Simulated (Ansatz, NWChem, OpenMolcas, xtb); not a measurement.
## A small benchmark: dipole moment

8 molecules with halogens; the dipole moment in D, computed less measured. Shapes, held fixed at every level: PBE0-D4/def2-TZVP. No vibrational averaging. Dipoles are compared by magnitude; molecules under 1 D, whose direction can flip, are left out. Programs: Ansatz 0.2.0, NWChem 7.3.0, OpenMolcas 26.06, xtb 6.7.1. Measured values: NIST CCCBDB.

Levels: A = GFN0-xTB; B = r2SCAN-D4/def2-TZVPP; C = B3LYP/6-31G* (spherical functions); D = PBE0/def2-SVP; E = wB97M-V/def2-TZVPP.

```csv
molecule,measured,A,B,C,D,E
HF (hydrogen fluoride),1.82,+0.71,+0.02,+0.03,+0.04,+0.02
PF3 (phosphorus trifluoride),1.03,+0.39,-0.18,-0.06,+0.07,+0.04
CH2F2 (difluoromethane),1.97,+0.37,-0.17,-0.28,-0.11,-0.11
CH3Cl (chloromethane),1.87,-0.19,+0.05,+0.14,+0.01,+0.01
CH3F (fluoromethane),1.85,+0.34,-0.12,-0.16,-0.04,-0.07
SiH2Cl2 (dichlorosilane (DCS)),1.13,-0.23,-0.02,+0.43,+0.14,0.00
SCl2O2 (sulfuryl chloride),1.81,-0.30,-0.13,-0.33,-0.18,+0.14
SiH3Cl (chlorosilane),1.31,-0.64,-0.09,+0.37,+0.06,-0.07
```

Task: Sum up the errors.

Result: 
| level | kind | mean error | mean absolute error | worst case |
| --- | --- | --- | --- | --- |
| GFN0-xTB | semi-empirical | +0.056 | 0.396 | HF |
| r2SCAN-D4/def2-TZVPP | meta-GGA | -0.080 | 0.098 | PF3 |
| B3LYP/6-31G* (spherical functions) | global hybrid | +0.017 | 0.225 | SiH2Cl2 |
| PBE0/def2-SVP | global hybrid | -0.001 | 0.081 | SCl2O2 |
| wB97M-V/def2-TZVPP | range-separated hybrid | -0.005 | 0.058 | SCl2O2 |

On this set wB97M-V/def2-TZVPP has the smallest mean absolute error and GFN0-xTB the largest. r2SCAN-D4/def2-TZVPP is too low in 6 of 8. The smallest two are near a tie. The set is small.

The near-zero mean error of GFN0-xTB comes from cancellation: all four fluorides are too polar and all four chlorides not polar enough. This suggests that its charge model, which lacks a fully self-consistent density response, exaggerates the difference in electron-withdrawing power between fluorine and chlorine.

B3LYP/6-31G* fails differently, with its largest errors in the two chlorosilanes, at +0.43 and +0.37 D. A small basis describes the polarisation of the chlorine lone pairs and their donation towards silicon poorly, which probably leaves the Si–Cl bond too polar. PBE0/def2-SVP errs in the same direction there, but much less.

Sulfuryl chloride is a demanding case because its moment is the resultant of strongly polar S–O and S–Cl bonds, so modest errors in the charge distribution need not cancel. Only wB97M-V overshoots it.

r2SCAN-D4 and wB97M-V share the def2-TZVPP basis but differ in more than range separation, and the two global hybrids use other basis sets, so the ranking doesn't establish that range separation itself is responsible for the lowest mean absolute error.
